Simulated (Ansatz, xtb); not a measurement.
## Relative energy of two isomers of C3H6F2Ge

We compare a, `F[C@@H]1C[CH2][Ge@@H]1[F]`, a singlet, with b, `C=[C](CF)[GeH2][F]`, a singlet. Both are isolated molecules in the gas phase, relaxed with B3LYP/def2-SVP; the shapes shown needn't be the lowest conformers.

a (Å):

```xyz
12

C    -1.0685   -0.8205   -0.2032
C    -0.4547   -1.0010    1.2063
C    -0.2546    0.4709    1.6696
F    -1.9602   -1.7936   -0.5735
F    -3.2260    1.0136    1.1061
Ge   -1.6376    1.0223    0.3572
H    -0.2834   -0.7508   -0.9798
H    -1.2130   -1.4965    1.8339
H     0.4563   -1.6225    1.2277
H    -0.4461    0.6598    2.7345
H     0.7371    0.8749    1.4123
H    -1.6178    2.2970   -0.5160
```

b (Å):

```xyz
12

C    -1.7570    1.0391   -0.3602
C    -0.7742    0.4274    0.3145
C    -1.0251   -0.3248    1.5924
F    -2.3566   -0.3173    1.9487
F     2.0368    1.1978    0.9233
Ge    1.0538    0.5033   -0.3582
H    -2.7917    0.9983   -0.0054
H    -1.5673    1.5992   -1.2809
H    -0.6974   -1.3775    1.4910
H    -0.4373    0.1246    2.4145
H     1.6708   -0.8861   -0.6150
H     1.1426    1.4456   -1.5705
```

Quicker runs give these differences E(b) − E(a): GFN2-xTB +7.27 kJ/mol; HF/STO-3G +80.67 kJ/mol (at GFN2-xTB geometries); r2SCAN-D4/def2-SVP +3.63 kJ/mol (at GFN2-xTB geometries).

**Question.** Estimate E(b) − E(a) at the level CCSD(T)/def2-SVP + ΔMP2/def2-TZVPP.

**Answer.** Too close to call at this level: CCSD(T)/def2-SVP + ΔMP2/def2-TZVPP gives E(b) − E(a) = −1.23 kJ/mol.

Level by level:

```json
{"level": "GFN2-xTB", "geometry": "GFN2-xTB", "E(b) − E(a) (kJ/mol)": "+7.27", "departure from the last row (kJ/mol)": "+8.50", "job, with rough time for the two": "optimisation, 0.25 s"}
{"level": "HF/STO-3G", "geometry": "GFN2-xTB", "E(b) − E(a) (kJ/mol)": "+80.67", "departure from the last row (kJ/mol)": "+81.90", "job, with rough time for the two": "single point, 0.4 s"}
{"level": "r2SCAN-D4/def2-SVP", "geometry": "GFN2-xTB", "E(b) − E(a) (kJ/mol)": "+3.63", "departure from the last row (kJ/mol)": "+4.86", "job, with rough time for the two": "single point, 3.4 s"}
{"level": "B3LYP/def2-SVP", "geometry": "B3LYP/def2-SVP", "E(b) − E(a) (kJ/mol)": "−2.59", "departure from the last row (kJ/mol)": "−1.36", "job, with rough time for the two": "optimisation, 62 s"}
{"level": "HF/def2-SVP", "geometry": "B3LYP/def2-SVP", "E(b) − E(a) (kJ/mol)": "−30.48", "departure from the last row (kJ/mol)": "−29.25", "job, with rough time for the two": "part of the CCSD(T) run"}
{"level": "MP2/def2-SVP", "geometry": "B3LYP/def2-SVP", "E(b) − E(a) (kJ/mol)": "−2.24", "departure from the last row (kJ/mol)": "−1.01", "job, with rough time for the two": "part of the CCSD(T) run"}
{"level": "CCSD(T)/def2-SVP", "geometry": "B3LYP/def2-SVP", "E(b) − E(a) (kJ/mol)": "−11.01", "departure from the last row (kJ/mol)": "−9.78", "job, with rough time for the two": "single point"}
{"level": "CCSD(T)/def2-SVP + ΔMP2/def2-TZVPP", "geometry": "B3LYP/def2-SVP", "E(b) − E(a) (kJ/mol)": "−1.23", "departure from the last row (kJ/mol)": "", "job, with rough time for the two": "single point, 64 s"}
```

As drawn, b has 1 C=C, 1 Ge–H in place of 1 C–C, 1 C–Ge, 1 C–H. Structure a has a 4-membered ring, b no ring.

The largest departure from CCSD(T)/def2-SVP + ΔMP2/def2-TZVPP is that of HF/STO-3G, 81.90 kJ/mol. The last row adds to CCSD(T) the change of the MP2 difference between the two basis sets, here +9.78 kJ/mol.

With thermal terms from frequencies at re-optimised GFN2-xTB minima (ideal gas, soft modes damped towards free rotors, one conformer each, 298.15 K, 1 atm): on the last row, ΔE + ΔZPE = −11.31, ΔH = −9.18, ΔG = −14.76 kJ/mol.

The correlated steps freeze 14 core orbitals; the filled d shell of Ge is correlated, in a basis made for valence electrons. Mirror images aren't counted in ΔG. Programs: Ansatz 0.2.0, xtb 6.7.1; the last row on 4 threads of Arm Neoverse V1 on a shared host.

The two isomers are practically degenerate in electronic energy because two large effects nearly cancel. Opening the germetane ring releases angle strain, but it trades a C–Ge σ bond for a C=C π bond and replaces a C–H bond with a weaker Ge–H bond. Correlation favours the ring: with the same basis and geometries, the preference for b shrinks from −30.48 kJ/mol in Hartree–Fock to −11.01 in CCSD(T), probably because the compact σ framework has more close electron-pair contacts. MP2 overshoots this shift. The strong bias of HF/STO-3G towards a fits the known tendency of minimal bases to favour small rings over their unsaturated isomers.

The thermal terms do lean towards b. Its zero-point energy is lower, largely, it seems, because a soft Ge–H stretch replaces a stiff C–H one, and the open chain gains entropy from internal rotation. The modest free-energy preference for b is therefore mainly vibrational and entropic in origin, and it says nothing about the barrier to ring opening.
